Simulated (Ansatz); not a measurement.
# Zn3CdTe4: a bulk modulus from differences

The structure comes from a generated guess, relaxed at this level; another structure or a mixture of phases may lie lower.

Theory: DFT PBE, scalar-relativistic, plane waves, PAW (Ansatz 0.2.0). Cutoff 420 eV, Γ-centred 6×4×4 mesh (8-atom cell), Gaussian smearing of 0.02 eV, no spin polarisation.

```yaml
crystal:
  lattice:
    - [4.43807, 0.00000, 0.00000]
    - [0.00000, 8.89850, 0.00000]
    - [0.00000, 0.00000, 6.29377]
  atoms:
    - { symbol: Zn, position: [0.00000, 0.75819, 0.00030] }
    - { symbol: Zn, position: [0.50000, 0.00000, 0.50089] }
    - { symbol: Zn, position: [0.00000, 0.24181, 0.00030] }
    - { symbol: Cd, position: [0.50000, 0.50000, 0.50080] }
    - { symbol: Te, position: [0.50000, 0.76198, 0.75948] }
    - { symbol: Te, position: [0.00000, 0.00000, 0.25757] }
    - { symbol: Te, position: [0.50000, 0.23802, 0.75948] }
    - { symbol: Te, position: [0.00000, 0.50000, 0.22118] }
```

The cell was set to several volumes, with shape and atoms relaxed at each where symmetry leaves them free. Pressure is positive in compression, and energies count from the lowest row.

```
row  V (Å³/atom)  P (GPa)  ΔE (meV/atom)  gap on mesh (eV)
  1       27.341     7.03           72.5              1.40
  2       28.273        ?              ?                 ?
  3       29.205     2.92           16.0              1.12
  4       30.137     1.33            3.8              0.99
  5       31.069     0.00            0.0              0.87
  6       32.001    -1.13            3.4              0.76
  7       32.933    -2.08           12.8              0.65
  8       34.176    -3.11           33.0              0.52
```

**Question.** Find B = −V·ΔP/ΔV from rows 4 and 6 and from rows 1 and 3, and from the two its slope B′ and its value B0 at zero pressure.

**Answer.** Rows 4 and 6 give −(30.137 + 32.001)/2 × (-1.13 − (1.33))/(32.001 − 30.137) = 41.0 GPa at a mean pressure of 0.10 GPa. Rows 1 and 3 give −(27.341 + 29.205)/2 × (2.92 − (7.03))/(29.205 − 27.341) = 62.3 GPa at a mean pressure of 4.97 GPa. So B′ = (62.3 − 41.0)/(4.97 − (0.10)) = 4.37 and B0 = 41.0 − 4.37 × (0.10) = 40.6 GPa. A third-order Birch–Murnaghan fit to all the energies gives B0 = 40.8 GPa and B′ = 4.7.

**Question.** Estimate the pressure and energy of row 2.

**Answer.** From row 5, V0 = 31.069 × (1 + (0.00)/40.6) = 31.069 Å³/atom. Murnaghan's form P = (B0/B′)·[(V0/V)^B′ − 1] gives (40.6/4.37) × [(31.069/28.273)^4.37 − 1] = 4.74 GPa; the computed pressure is 4.80 GPa, so the estimate is off by -0.06 GPa. The work of compression from row 3, with the mean of the two pressures, gives ΔE = 16.0 + (4.74 + 2.92)/2 × (29.205 − 28.273)/160.2 × 1000 = 38.3 meV/atom (1 eV/Å³ = 160.2 GPa); the computed value is 38.3 meV/atom.

**Question.** Fit the gap against pressure through the other rows and estimate it at the computed pressure of row 2.

**Answer.** Over the 7 rows the mean pressure is 0.7086 GPa and the mean gap is 0.901 eV. The sums of products of deviations are S_xx = 71.48 and S_xy = 6.13, so the slope is 6.13/71.48 = 0.08576 (r = 0.99, rms misfit 0.03 eV). At 4.80 GPa the line gives 0.901 + (0.08576) × (4.80 − 0.7086) = 1.25 eV. The computed value is 1.26 eV, so the line is off by -0.01 eV, less than the largest miss among the fitted rows (0.05 eV).

Spin–orbit coupling, which can matter for Te, is left out. Kohn–Sham gaps at this level usually fall short of measured ones. The missing spin–orbit coupling can work the other way here. All volumes keep the k mesh of the relaxed cell. A later test with randomly moved atoms came back to the same energy, though modes that don't fit the test's cell weren't probed.

Compression stiffens this telluride and opens its gap in every computed row, from 0.52 eV in the most expanded cell to 1.40 eV in the densest. The coordinates describe a tetrahedral, zinc-blende-like network, whose long, partly ionic bonds to large Te atoms account for the modest bulk modulus of about 41 GPa. As in the parent tellurides, the conduction-band edge is probably antibonding and rich in cation and Te s character, while the valence-band edge is mainly Te p. Shorter bonds push the former up more strongly, which widens the gap.

The straight line in pressure is therefore a useful interpolation rather than a law. The gap gains less per unit pressure at high compression, although it gains more per unit volume removed, because the stiffening lattice yields less volume for each added gigapascal. The smooth curve describes compression of this one network and doesn't show that it survives to the highest pressure, since tetrahedral tellurides are known to transform to denser, more highly coordinated phases.
